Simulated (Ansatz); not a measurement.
## Ti: the change of pressure and energy above lowest point with volume scale

Results calculated with Ansatz 0.2.0, not measured. Free energy against uniform scaling of the volume at fixed shape and fractions; periodic cell, basis, potentials, k mesh and filling as listed.

The cell before it is scaled or strained (space group Im-3m, No. 229):
```
cell vectors (Å)
  -1.6465     1.6465     1.6465
   1.6465    -1.6465     1.6465
   1.6465     1.6465    -1.6465
atoms (fractions of the cell vectors)
Ti  0.00000  0.00000  0.00000
```

Settings of every row: functional LDA; dispersion none; accuracy low; potentials PAW; wave cutoff 530 eV; density cutoff 2120 eV; k mesh 12x12x12; k shift 0x0x0; occupations gaussian; smearing width 0.1 eV; spin none; SCF threshold exponent -8.

Limits: coarse k mesh, up to 40 meV an atom off; loose SCF threshold; minimum outside the range; stress loosely converged.

| row | volume scale | V (Å³/atom) | pressure (GPa) | energy above lowest point (meV/atom) |
| --- | --- | --- | --- | --- |
| 1 | 0.9406 | 16.794 | -6.41 | 0 |
| 2 | 0.9703 | 17.324 | -9.35 | 26.2 |
| 3 | 1 | 17.854 | -11.84 | 61.4 |
| 4 | 1.0297 | 18.385 | -13.97 | 104.2 |
| 5 | 1.0594 | 18.915 | ? | ? |

Question: what pressure and energy above lowest point should row 5 give?

Worked fit of pressure. Take u = (V_r/V)^(2/3) − 1 with V_r = 17.589 Å³ an atom, which is twice the finite (Eulerian) strain; such expansions in the strain, on which the Birch-Murnaghan equation of state is built, carry the rest volume and the bulk modulus. The shown rows have u = 0.03131, 0.01017, -0.00992, -0.02908. Least squares give pressure = −10.646 + 124.36 × u + 347.4 × u² GPa; a straight line predicts inner rows, each left out in turn, worse (root mean square 0.2 against 0.011 GPa). The rows lie off it by 0.00, 0.00, 0.01, 0.00. The withheld row has u = -0.0473, so the fit gives −10.646 + 124.36 × (-0.0473) + 347.4 × (-0.0473)² = -15.75 GPa.

The calculation gave -15.78 GPa. The fit lies 0.03 GPa (0.32 % of the column's range) above it; its largest miss of a shown row is 0.01 GPa. This row lies beyond the range of the fit.

Worked fit of energy above lowest point. Take u = (V_r/V)^(2/3) − 1 with V_r = 17.589 Å³ an atom, which is twice the finite (Eulerian) strain; such expansions in the strain, on which the Birch-Murnaghan equation of state is built, carry the rest volume and the bulk modulus. The shown rows have u = 0.03131, 0.01017, -0.00992, -0.02908. Least squares give energy above lowest point = 42.77 − 1753.2 × u + 12359 × u² meV/atom; a straight line predicts inner rows, each left out in turn, worse (root mean square 7.2 against 0.044 meV/atom). All shown rows lie on it to the printed digit. The withheld row has u = -0.0473, so the fit gives 42.77 − 1753.2 × (-0.0473) + 12359 × (-0.0473)² = 153.3 meV/atom.

The calculation gave 153.5 meV/atom. The fit lies 0.2 meV/atom (0.13 % of the column's range) below it; its largest miss of a shown row is 0.0 meV/atom. This row lies beyond the range of the fit.
